# Screened interaction from the self-consistent Sternheimer loop, and what local fields do to $\varepsilon_M$

## Conventions and premises

We use Hartree atomic units ($\hbar=m_e=e=4\pi\epsilon_0=1$), so polarisabilities are in bohr³. $\delta n$ is a change of electron number density, $\delta V$ a change of the potential energy of an electron, and $v(\mathbf r,\mathbf r')=1/|\mathbf r-\mathbf r'|$, with Fourier transform $4\pi/k^2$. A lattice-periodic kernel is written
$$A(\mathbf r,\mathbf r')=\frac1{\mathcal V}\sum_{\mathbf q\mathbf G\mathbf G'}e^{i(\mathbf q+\mathbf G)\cdot\mathbf r}A_{\mathbf G\mathbf G'}(\mathbf q)\,e^{-i(\mathbf q+\mathbf G')\cdot\mathbf r'},$$
with $\mathcal V$ the crystal volume, so operator products become matrix products at fixed $\mathbf q$.

The premises are:

1. Independent electrons in a local one-particle Hamiltonian $H$, spin orbitals $\psi_v$ occupied and $\psi_c$ empty, with $\Delta_{cv}=\epsilon_c-\epsilon_v>0$ for every pair the perturbation couples (an insulator).
2. Linear response, clamped nuclei, longitudinal fields without retardation.
3. RPA: the induced density acts back through the Hartree potential $v\,\delta n$ only.

## 1. One Sternheimer solve applies $\chi_0$

Apply $\delta V e^{-i\omega t}+\delta V^*e^{i\omega^*t}$ and write $\psi_v(t)=e^{-i\epsilon_vt}[\psi_v+\delta\psi_v^+e^{-i\omega t}+\delta\psi_v^-e^{i\omega^*t}]$. The time-dependent Schrödinger equation, to first order and term by term in the time factors, gives $(H-\epsilon_v-\omega)\delta\psi_v^+=-\delta V\psi_v$ and $(H-\epsilon_v+\omega^*)\delta\psi_v^-=-\delta V^*\psi_v$. The $e^{-i\omega t}$ part of $\sum_v|\psi_v(t)|^2$ is
$$\delta n=\sum_v\left[\psi_v^*\,\delta\psi_v^++\psi_v\,(\delta\psi_v^-)^*\right].\tag{1}$$
Components along occupied states drop out. The part of $\delta\psi_v^+$ along $\psi_{v'}$ contributes $\psi_v^*\psi_{v'}\langle v'|\delta V|v\rangle/(\epsilon_v+\omega-\epsilon_{v'})$; the part of $(\delta\psi_{v'}^-)^*$ along $\psi_v^*$ contributes the same numerator over $\epsilon_{v'}-\omega-\epsilon_v$. They cancel. We may therefore project with $P_c=1-\sum_v|v\rangle\langle v|$, which needs occupied states only:
$$(H-\epsilon_v-\omega)\,\delta\psi_v^+=-P_c\,\delta V\psi_v,\qquad(H-\epsilon_v+\omega^*)\,\delta\psi_v^-=-P_c\,\delta V^*\psi_v,\tag{2}$$
solved in the range of $P_c$. Expanding the solutions in the $\psi_c$ and inserting them in (1) gives $\delta n=\chi_0\,\delta V$ with
$$\chi_0(\mathbf r,\mathbf r';\omega)=\sum_{vc}\left[\frac{\rho_{vc}(\mathbf r)\rho_{vc}^*(\mathbf r')}{\omega-\Delta_{cv}}-\frac{\rho_{vc}^*(\mathbf r)\rho_{vc}(\mathbf r')}{\omega+\Delta_{cv}}\right],\qquad\rho_{vc}=\psi_v^*\psi_c.\tag{3}$$
So (1) and (2) apply the full sum over empty states without computing any of them.

**Sign of $\chi_0$.** For real $\omega$ with $|\omega|<\min\Delta_{cv}$, each term of (3) is a Hermitian rank-one kernel times a negative number. Hence $\chi_0$ is Hermitian and negative semidefinite. If $H$ is real (no magnetic field, no spin-orbit coupling) the orbitals can be chosen real, the two terms combine to $-2\Delta_{cv}\,\rho_{vc}\rho_{vc}/(\Delta_{cv}^2-\omega^2)$, and the same holds at $\omega=i\xi$. Call these frequencies the *definite range*. It contains $\omega=0$.

## 2. The fixed point is $W$

Put a test electron at $\mathbf r'$. The bare perturbation is $v(\mathbf r,\mathbf r')$, and by premise 3 the total one obeys
$$\delta V_{\mathbf r'}(\mathbf r)=v(\mathbf r,\mathbf r')+\int v(\mathbf r,\mathbf r'')\,\delta n[\delta V_{\mathbf r'}](\mathbf r'')\,d^3r''.\tag{4}$$
Name the solution $W(\mathbf r,\mathbf r')$. Since $\delta n$ is linear in $\delta V$, (4) reads $W=v+v\chi_0W$, that is
$$W=\varepsilon^{-1}v,\qquad\varepsilon=1-v\chi_0.\tag{5}$$
In a crystal one perturbs with $v(\mathbf q+\mathbf G')e^{i(\mathbf q+\mathbf G')\cdot\mathbf r}$, which couples $\mathbf k$ to $\mathbf k+\mathbf q$. The Fourier components of the self-consistent $\delta V$ form the column $W_{\mathbf G\mathbf G'}=[\varepsilon^{-1}]_{\mathbf G\mathbf G'}\,v(\mathbf q+\mathbf G')$. Giustino, Cohen and Louie (2010) used this route to $W$ for GW calculations.

Define the symmetrised matrix
$$\tilde\varepsilon=v^{-1/2}\varepsilon\,v^{1/2}=1-v^{1/2}\chi_0v^{1/2},\qquad v^{1/2}_{\mathbf G\mathbf G'}=\delta_{\mathbf G\mathbf G'}\frac{\sqrt{4\pi}}{|\mathbf q+\mathbf G|}.\tag{6}$$
It has the eigenvalues of $\varepsilon$. In the definite range it is Hermitian with all eigenvalues $\lambda_i\ge1$, so $\varepsilon$ is invertible and the fixed point is unique.

## 3. When the loop converges

A unique fixed point does not mean that the loop reaches it. With linear mixing,
$$\delta V^{(k+1)}=(1-\beta)\,\delta V^{(k)}+\beta\left(\delta V_{\rm ext}+v\chi_0\,\delta V^{(k)}\right).$$
Subtract the fixed-point equation. The deviation obeys $e^{(k+1)}=(1-\beta\varepsilon)e^{(k)}$, so eigenmode $i$ is multiplied by $1-\beta\lambda_i$ in each step. Convergence from any start requires $|1-\beta\lambda_i|<1$ for all $i$:
$$0<\beta<2/\lambda_{\max}.\tag{7}$$
Plain iteration, $\beta=1$, sums the series $v+v\chi_0v+\dots$ and converges only if $\lambda_{\max}<2$. Otherwise the most strongly screened mode grows with alternating sign. Section 4 shows $\lambda_{\max}\ge\varepsilon_M$ at small $q$, so plain iteration fails there for any insulator with $\varepsilon_M>2$. The lower edge of the spectrum is 1, because short-wavelength modes are unscreened. Balancing $1-\beta=\beta\lambda_{\max}-1$ gives the best value $\beta=2/(1+\lambda_{\max})$ and a reduction by $(\lambda_{\max}-1)/(\lambda_{\max}+1)$ per step. Since (4) is a linear system with positive definite $\tilde\varepsilon$, conjugate gradients also apply. At $\omega+i\gamma$ above the gap $\tilde\varepsilon$ is not Hermitian: (5) survives wherever $\varepsilon$ is invertible, (7) does not, and a general Krylov solver is needed.

## 4. Head, wings and body

A macroscopic external potential is $e^{i\mathbf q\cdot\mathbf r}$ with $q\to0$. The total potential has components $[\varepsilon^{-1}]_{\mathbf G0}$, and averaging over a cell keeps $\mathbf G=0$. The ratio of external to averaged total potential defines (Adler 1962, Wiser 1963)
$$\varepsilon_M=\lim_{q\to0}\frac1{[\varepsilon^{-1}]_{00}}=\lim_{q\to0}\frac1{[\tilde\varepsilon^{-1}]_{00}}.\tag{8}$$
The second form holds because $v^{1/2}$ is diagonal and cancels in diagonal elements. The limit is finite: orthogonality makes $\langle c|e^{i\mathbf q\cdot\mathbf r}|v\rangle=O(q)$, so $\chi_{0,00}=O(q^2)$ and $\chi_{0,\mathbf G0}=O(q)$, which the factors $1/q$ in (6) compensate.

Partition $\tilde\varepsilon$ into the head $\mathsf H=\tilde\varepsilon_{00}$, the wing column $\mathbf w$ and row $\mathbf w'$, and the body $\mathsf B$ ($\mathbf G,\mathbf G'\neq0$). The first column $(x_0,\mathbf y)$ of the inverse solves
$$\mathsf Hx_0+\mathbf w'\mathbf y=1,\qquad\mathbf wx_0+\mathsf B\mathbf y=0.$$
The second equation gives $\mathbf y=-\mathsf B^{-1}\mathbf wx_0$, and the first then gives
$$\varepsilon_M=1/x_0=\mathsf H-\mathbf w'\,\mathsf B^{-1}\mathbf w.\tag{9}$$
This needs only an invertible $\mathsf B$. The wings are linear in $\hat{\mathbf q}$, the head is quadratic and the body has a direction-independent limit, so $\varepsilon_M$ is a quadratic form in $\hat{\mathbf q}$, and a scalar in cubic crystals.

**Bounds.** In the definite range $\mathbf w'=\mathbf w^\dagger$, and $\mathsf B\ge1$ as a principal block of $\tilde\varepsilon\ge1$. Completing the square for the vector $z=(1,\mathbf u)$,
$$z^\dagger\tilde\varepsilon z=\varepsilon_M+(\mathbf u+\mathsf B^{-1}\mathbf w)^\dagger\mathsf B\,(\mathbf u+\mathsf B^{-1}\mathbf w),$$
so $\varepsilon_M=\min_{\mathbf u}z^\dagger\tilde\varepsilon z$. The trial $\mathbf u=0$ gives $\mathsf H$, a diagonal element and hence at most $\lambda_{\max}$, while $z^\dagger\tilde\varepsilon z\ge z^\dagger z\ge1$. Therefore
$$1\le\varepsilon_M\le\mathsf H\le\lambda_{\max},\tag{10}$$
with $\varepsilon_M=\mathsf H$ only for vanishing wings.

The minimiser satisfies $\mathbf u=-\mathbf w+(1-\mathsf B)\mathbf u$. This is loop (4) at fixed *total* macroscopic potential, with the $\mathbf G=0$ part of $v$ removed. Its convergence is set by the largest eigenvalue of $\mathsf B$, which cannot exceed $\lambda_{\max}$.

## 5. Dilute cubic lattice of Na atoms

The Clausius–Mossotti (CM) formula says that local fields *raise* $\varepsilon$ above $1+4\pi n\alpha$, while (10) says they *lower* it below the head. Both are right, because the two statements involve different polarisabilities.

**Model.** One atom per cell of volume $\Omega=1/n$ on a cubic Bravais lattice, frozen core, no hopping between atoms. Each atom has one valence electron, so we take the spin-polarised state: the majority 3s band is full, a scalar potential does not flip spins, and premise 1 holds with the 3s–3p gap. A spin-unpolarised calculation would have a half-filled band, a metal, to which (8) assigns no finite static limit.

Keep first the single transition $s\to p_i$ ($i=x,y,z$) with energy $\omega_0$ and dipole $d=\langle s|x|p_x\rangle$. Set $g_i=\phi_s\phi_{p_i}/d$, so that $\int x_jg_i=\delta_{ij}$. Then (3) gives
$$\chi_0=-\alpha_0\sum_{\mathbf R,i}g_i(\mathbf r-\mathbf R)\,g_i(\mathbf r'-\mathbf R),\qquad\alpha_0(\omega)=\frac{2\omega_0d^2}{\omega_0^2-\omega^2}.\tag{11}$$
A field $E$ along $x$ has $\delta V=Ex$, so $\delta n=-\alpha_0Eg_x$ and the dipole $-\int x\,\delta n$ is $\alpha_0E$: $\alpha_0$ is the independent-particle polarisability. Any $g_i=g(r)x_i/r$ equals $-\partial_if$ with $f(r)=\int_r^\infty g\,dr'$, and integration by parts gives $\int f\,d^3r=1$. In Fourier space $g_i(\mathbf k)=-ik_iF(k)$ with $F$ real and $F(0)=1$.

**Isolated atom in RPA.** Write $\delta n=-p\,g_x$. Then $p=\alpha_0\int g_x(Ex+v\,\delta n)=\alpha_0(E-Up)$, so
$$\alpha=\frac{\alpha_0}{1+\alpha_0U},\qquad U=\int\!\frac{d^3k}{(2\pi)^3}\frac{4\pi k_x^2}{k^2}F^2=\frac{4\pi}3h(0),\tag{12}$$
where $h(\mathbf r)=\int d^3k\,(2\pi)^{-3}F^2e^{i\mathbf k\cdot\mathbf r}$ is the self-convolution of $f$. $U>0$ is the Coulomb self-interaction of the induced dipole.

**Lattice.** Transforming (11) gives $\chi_{0,\mathbf G\mathbf G'}=-n\alpha_0(\mathbf q+\mathbf G)\cdot(\mathbf q+\mathbf G')FF'$, where $F,F'$ are taken at $|\mathbf q+\mathbf G|$, $|\mathbf q+\mathbf G'|$. With $\eta=4\pi n\alpha_0$, $q\to0$, and the matrix $M_{\mathbf Gi}=\hat G_iF(G)$ for $\mathbf G\ne0$, (6) yields
$$\mathsf H=1+\eta,\qquad\mathbf w=\eta M\hat{\mathbf q},\qquad\mathsf B=1+\eta MM^T.$$
From $(1+\eta M^TM)M^T=M^T(1+\eta MM^T)$ follows $M^T\mathsf B^{-1}=(1+\eta S)^{-1}M^T$, with the $3\times3$ matrix $S=M^TM=\sum_{\mathbf G\ne0}\hat{\mathbf G}\hat{\mathbf G}^TF^2$. Cubic symmetry forces $S=s\mathbb 1$, and the trace fixes $s=\frac13\sum_{\mathbf G\neq0}F(G)^2\ge0$. Then (9) is
$$\varepsilon_M=1+\eta-\frac{\eta^2s}{1+\eta s}=1+\frac{\eta}{1+\eta s}.\tag{13}$$
Poisson summation gives $\sum_{\mathbf G}F(G)^2=\Omega\sum_{\mathbf R}h(\mathbf R)$. Removing the $\mathbf G=0$ term, $F(0)^2=1$, and using $\eta\Omega=4\pi\alpha_0$,
$$\eta s=\alpha_0U-\frac\eta3+\frac{4\pi\alpha_0}3\sum_{\mathbf R\ne0}h(\mathbf R).\tag{14}$$
For non-overlapping atoms the last sum vanishes. Divide numerator and denominator of (13) by $1+\alpha_0U$ and use (12):
$$\varepsilon_M=1+\frac{4\pi n\alpha}{1-4\pi n\alpha/3}\quad\Longleftrightarrow\quad\frac{\varepsilon_M-1}{\varepsilon_M+2}=\frac{4\pi n\alpha}3.\tag{15}$$
This is CM with the *RPA polarisability of the free atom*. The Lorentz field is the term $-\eta/3$, left by the missing $\mathbf G=0$ component. The on-site term $\alpha_0U$ always outweighs it, since $s\geq0$. Hence $1+4\pi n\alpha<\varepsilon_M\le1+4\pi n\alpha_0$.

The eigenvalues of $\tilde\varepsilon$ other than 1 are those of $1+\eta(S+\hat{\mathbf q}\hat{\mathbf q}^T)$, because $AA^T$ and $A^TA$ share nonzero eigenvalues. So $\lambda_{\max}=1+\eta(1+s)=1+\alpha_0U+2\eta/3$, while the body alone has $1+\eta s$.

**More $l=1$ transitions.** Let transition $m$ have density $-\partial_if_m$, dipole $d_m=\int f_m$, and static weight $2/\Delta_m$. The same steps give $\varepsilon_M-1=4\pi n\,\mathbf d^T(D+K-\frac{4\pi n}3\mathbf d\mathbf d^T)^{-1}\mathbf d$, with $D_{mm}=\Delta_m/2$ and $K$ the on-site Coulomb matrix, and $\alpha=\mathbf d^T(D+K)^{-1}\mathbf d$. The Sherman–Morrison identity for the rank-one term returns (15), so CM does not depend on the one-pole truncation.

## 6. Range of validity

- (5), (8), (9) need premises 1–3 and invertible $\varepsilon$, $\mathsf B$. Phonon screening is absent, so $\varepsilon_M(0)$ is $\varepsilon_\infty$.
- (7) and (10) need the definite range. The bound does fail outside it. For $2\omega_0d^2=1$, (13) becomes $\varepsilon_M=1+4\pi n/(\omega_T^2-\omega^2)$ with $\omega_T^2=\omega_0^2+U-4\pi n/3$. For $\omega_0<\omega<\omega_T$ the head lies below 1 and $\varepsilon_M$ above 1.
- (10) rests on the positive kernel $v$. An attractive exchange-correlation kernel can lift $\varepsilon_M$ above the head, as shown below.
- (15) needs cubic symmetry, negligible overlap and hopping, and no higher multipoles. Even $l$ decouples by parity at $q\to0$. The dipole lattice produces an $l=3$ field $\propto p/a^5$, and the induced octupoles act back with another $a^{-5}$, a relative correction of order $\alpha\alpha_3/a^{10}$ ($a$ the lattice constant, $\alpha_3$ the octupole polarisability).

## 7. Numbers

Model the valence electron as a harmonic oscillator with $\omega_0=0.0772$ Ha (2.10 eV), the approximate Na 3s–3p excitation energy, on a simple cubic lattice with $a=20$ bohr (10.6 Å). The ground-state density is a Gaussian $f$ of variance $\sigma^2=1/2\omega_0$ per axis, $d=\sigma$, and $g_x=xf/\sigma^2=-\partial_xf$. Thus $F=e^{-k^2\sigma^2/2}$, $\alpha_0=1/\omega_0^2$, $U=1/(6\sqrt\pi\sigma^3)$ and $h(R)/h(0)=e^{-R^2/4\sigma^2}$. The digits below belong to the static one-pole model.

| quantity | value |
|---|---|
| $\sigma$ | 2.545 bohr |
| $\alpha_0$ | 167.8 bohr³ |
| $U$ | $5.705\times10^{-3}$ bohr⁻³ |
| $\alpha_0U$ | 0.957 |
| $\alpha$ (RPA) | 85.7 bohr³ |
| $\eta$ | 0.264 |
| $s$ | 3.30 |
| head $1+\eta$ | 1.264 |
| $\mathbf w^\dagger\mathsf B^{-1}\mathbf w$ | 0.123 |
| $\varepsilon_M$ | 1.141 |
| $1+4\pi n\alpha$ | 1.135 |

The Lorentz field adds 0.006 to $1+4\pi n\alpha$, and the net local-field effect removes 0.123 from the head. The six nearest neighbours contribute $6h(a)/h(0)=1.2\times10^{-6}$ relative to $U$ in (14). An exponential $f\propto e^{-2r/\sigma}$ with the same second moment has $h(R)/h(0)=e^{-t}(1+t+t^2/3)$, $t=2R/\sigma$, and gives $9\times10^{-5}$, still negligible. The pole lies at $\omega_T=2.87$ eV.

**Convergence.** $\lambda_{\max}=2.133>2$, so plain iteration of (4) diverges at $q\to0$ although $\varepsilon_M$ is close to 1. In the one-pole model it does so for all $a$ below 32 bohr, and further transitions add positive semidefinite terms to $\tilde\varepsilon$, which cannot lower $\lambda_{\max}$. Mixing converges for $\beta<0.938$, and the best value 0.64 reduces the deviation by a factor 0.36 per step. The body-only loop has eigenvalue 1.869 and converges slowly without mixing.

**Next transition.** The three-quantum $l=1$ state, $\propto x(r^2/\sigma^2-5)\phi_s$ at $3\omega_0$, has no dipole. Its form factor is $-(k\sigma)^2/\sqrt{10}$ times that of the first transition, so $K_{13}/K_{11}=-3/(2\sqrt{10})$ and $K_{33}/K_{11}=3/8$. Eliminating it from $D+K$ replaces $x=\alpha_0U=2K_{11}/\omega_0$ by $x-\frac3{40}x^2/(1+x/8)=0.896$. Then $\alpha=88.5$ bohr³, 3 % higher, and $\varepsilon_M=1.146$. The RPA value of the model is thus fixed to about one unit in the second decimal.

**What RPA leaves out.** For a single electron the Hartree and exchange-correlation potentials cancel for any density, so the exact on-site kernel is $-v$ and removes $U$ completely. This neglected term is as large as the on-site local field itself. Setting $U=0$ in (13) and (14) gives $1+\eta/(1-\eta/3)=1.289$, above the head 1.264, since the positivity behind (10) is gone. The polarisability of a free Na atom is typically taken as about 160 bohr³, so the RPA $\alpha$ of this model is about half the typical value, and its $\varepsilon_M-1\approx0.14$ is too small by roughly a factor of two for a lattice of Na atoms at this density.